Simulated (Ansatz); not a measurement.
NbTe: energy above given cell and pressure against volume ratio

All results are calculated (Ansatz 0.2.0). Plane-wave density functional theory, PAW datasets, Gaussian smearing 0.05 eV: equation of state, the given cell scaled in volume with shape and atoms relaxed at each volume.

The cell before it is scaled or strained (space group F-43m, No. 216):
```
NbTe
1.0
      0.0000     3.1343     3.1343
      3.1343     0.0000     3.1343
      3.1343     3.1343     0.0000
Nb Te
1 1
Direct
  0.00000 0.00000 0.00000
  0.25000 0.25000 0.25000
```

Settings of every row: paw set soft_2; functional PBEsol; spin treatment collinear; moment partition spheres; spin axis none; wave cutoff 420 eV; k mesh 8x8x8; symmetry use detected.

Atom hubbard u: 0 on all atoms.

Limits: no spin-orbit coupling, which can matter with elements this heavy; the cell comes from a prototype or a list of computed structures and needn't be the stable phase.

| row | volume ratio | V (Å³/atom) | energy above given cell (meV per atom) | pressure (GPa) | largest site moment (μB) |
| --- | --- | --- | --- | --- | --- |
| 1 | 0.96 | 29.559 | 11.14 | 3.056 | 1.296 |
| 2 | 0.98 | 30.174 | 2.55 | 1.421 | 1.321 |
| 3 | 1 | 30.79 | 0 | -0.001 | 1.356 |
| 4 | 1.02 | 31.406 | 2.27 | -1.197 | 1.408 |
| 5 | 1.04 | 32.022 | ? | ? | ? |

Question: what energy above given cell and pressure should row 5 give?

Worked fit of energy above given cell. Take u = (V_r/V)^(2/3) − 1 with V_r = 30.482 Å³ an atom, which is twice the finite (Eulerian) strain; such expansions in the strain, on which the Birch-Murnaghan equation of state is built, carry the rest volume and the bulk modulus. The shown rows have u = 0.02071, 0.00679, -0.00668, -0.01971. Least squares give energy above given cell = 0.595 + 203.03 × u + 14705.8 × u² meV per atom; a straight line predicts inner rows, each left out in turn, worse (root mean square 3.8 against 0.23 meV per atom). The rows lie off it by 0.03, -0.10, 0.11, -0.04 (root mean square 0.078 meV per atom). The withheld row has u = -0.03232, so the fit gives 0.595 + 203.03 × (-0.03232) + 14705.8 × (-0.03232)² = 9.39 meV per atom.

The calculation gave 8.8 meV per atom. The fit lies 0.59 meV per atom (6.7 % of the value, 5.3 % of the column's range) above it; its largest miss of a shown row is 0.11 meV per atom. This row lies beyond the range of the fit.

Worked fit of pressure. Take u = (V_r/V)^(2/3) − 1 with V_r = 30.482 Å³ an atom, which is twice the finite (Eulerian) strain; such expansions in the strain, on which the Birch-Murnaghan equation of state is built, carry the rest volume and the bulk modulus. The shown rows have u = 0.02071, 0.00679, -0.00668, -0.01971. Least squares give pressure = 0.6827 + 104.822 × u + 475.32 × u² GPa; a straight line predicts inner rows, each left out in turn, worse (root mean square 0.12 against 0.01 GPa). The rows lie off it by -0.001, 0.005, -0.005, 0.002 (root mean square 0.0037 GPa). The pressure vanishes at u = -0.0067, or V = 30.79 Å³ an atom, and there the bulk modulus with shape and atoms relaxed is B = −V dP/dV = (2/3)(1 + u) dP/du = 65.2 GPa. The withheld row has u = -0.03232, so the fit gives 0.6827 + 104.822 × (-0.03232) + 475.32 × (-0.03232)² = -2.209 GPa.

The calculation gave -2.195 GPa. The fit lies 0.014 GPa (0.27 % of the column's range) below it; its largest miss of a shown row is 0.005 GPa. This row lies beyond the range of the fit.

The other values of row 5: largest site moment 1.474 μB.
